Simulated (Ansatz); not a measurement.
## Abstraction of H: GaH(CH3)(SeH) + C3H5 → Ga(CH3)(SeH) + C3H6

Gas-phase species: GaH(CH3)(SeH), singlet; C3H5 `[CH2]C=C`, doublet; Ga(CH3)(SeH), doublet; C3H6 (propene) `C=CC`, singlet. A radical takes H: the energy is the difference in strength between the Ga–H bond broken and the C–H bond made.

Shapes, held fixed at every level: PBE0-D4/def2-TZVP. Flexible molecules stand in one conformer, not always the lowest. Programs: Ansatz 0.2.0. The zero-point and thermal change to 298 K, harmonic and unscaled (PBE0-D4/def2-TZVP), is +15.7 kJ/mol.

| level | kind | ΔH(298 K) (kJ/mol) |
| --- | --- | --- |
| HF/def2-SVP | Hartree–Fock | +7.4 |
| r2SCAN-D4/def2-TZVPP | meta-GGA | -17.9 |
| B3LYP-D4/def2-TZVPP | global hybrid | -28.8 |
| PBE0-D4/def2-TZVPP | global hybrid | -30.1 |
| r2SCAN0-D4/def2-TZVPP | global hybrid | -16.7 |
| wB97M-V/def2-TZVPP | range-separated hybrid | -33.5 |
| wB97X-V/def2-TZVPP | range-separated hybrid | -24.4 |
| B2PLYP/def2-TZVPP | double hybrid | -33.2 |

B2PLYP/def2-TZVPP gives ΔH(298 K) = -33.2 kJ/mol; the levels span -33.5 to +7.4. They disagree on the sign: 1 of 8 are positive. The median of the levels is -26.6. No measured value is set beside it here. Spin contamination: C3H5 (⟨S²⟩ up to 0.95). Open shells run unrestricted. Relativity is left out for Ga, Se. Outer-core shells of Ga, Se are correlated, in sets that cover them unevenly.

Every correlated or density-functional level makes hydrogen transfer from gallium to the allyl radical exothermic; only Hartree–Fock reverses the sign. The C–H bond formed is therefore stronger than the Ga–H bond broken, as expected from the better overlap of hydrogen 1s with compact carbon orbitals than with the more diffuse 4s and 4p orbitals of gallium. The margin is modest because allyl gives up its π delocalisation on becoming propene, making this one of the weaker C–H bonds to form. The vibrational contribution also opposes the reaction, since a stiff C–H oscillator replaces a softer Ga–H one.

The Hartree–Fock outlier probably reflects missing bond-pair correlation together with artificial stabilisation of allyl by spin polarisation, though its smaller basis may contribute. Adding exact exchange to r2SCAN moves the result only from -17.9 to -16.7 kJ/mol, so the exchange fraction alone is unlikely to explain the spread among functionals. The direction of reaction is thus better supported than its magnitude, and a favourable enthalpy does not establish a low abstraction barrier.
